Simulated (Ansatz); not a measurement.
## Al: the change of energy above lowest point with volume scale

Free energy against uniform scaling of the volume at fixed shape and fractions; periodic cell, basis, potentials, k mesh and filling as listed. The results are calculated, by Ansatz 0.2.0.

The cell before it is scaled or strained (space group Im-3m, No. 229):
```
Al
1.0
     -1.5912     1.5912     1.5912
      1.5912    -1.5912     1.5912
      1.5912     1.5912    -1.5912
Al
1
Direct
  0.00000 0.00000 0.00000
```

Settings of every row: functional LDA; dispersion none; potentials all-electron LAPW; k mesh 13x13x13; k shift 0x0x0; occupations fermi dirac; smearing width 0.05 eV; spin none.

Limits: coarse k mesh, up to 40 meV an atom off; the cell comes from a prototype or a list of computed structures and needn't be the stable phase.

| row | volume scale | V (Å³/atom) | energy above lowest point (meV/atom) |
| --- | --- | --- | --- |
| 1 | 0.92 | 14.826 | 29.7 |
| 2 | 0.96 | 15.471 | 7 |
| 3 | 1 | 16.115 | 0 |
| 4 | 1.04 | 16.76 | ? |
| 5 | 1.08 | 17.404 | 21 |

Question: what energy above lowest point should row 4 give?

Worked fit of energy above lowest point. Take u = (V_r/V)^(2/3) − 1 with V_r = 15.793 Å³ an atom, which is twice the finite (Eulerian) strain; such expansions in the strain, on which the Birch-Murnaghan equation of state is built, carry the rest volume and the bulk modulus. The shown rows have u = 0.04302, 0.01383, -0.01337, -0.0627. Least squares give energy above lowest point = 1.78 + 259.6 × u + 9034 × u² meV/atom; a straight line predicts inner rows, each left out in turn, worse (root mean square 16 against 0.2 meV/atom). The rows lie off it by 0.0, -0.1, 0.1, 0.0. Its lowest point lies at u = -0.0144, or V = 16.14 Å³ an atom, and the curvature there gives the bulk modulus at fixed shape and fractions, B = (4/9)(1 + u)² E″(u)/V = 77.4 GPa. The withheld row has u = -0.03884, so the fit gives 1.78 + 259.6 × (-0.03884) + 9034 × (-0.03884)² = 5.3 meV/atom.

The calculation gave 5.6 meV/atom. The fit lies 0.3 meV/atom (5.4 % of the value, 1 % of the column's range) below it; its largest miss of a shown row is 0.1 meV/atom.
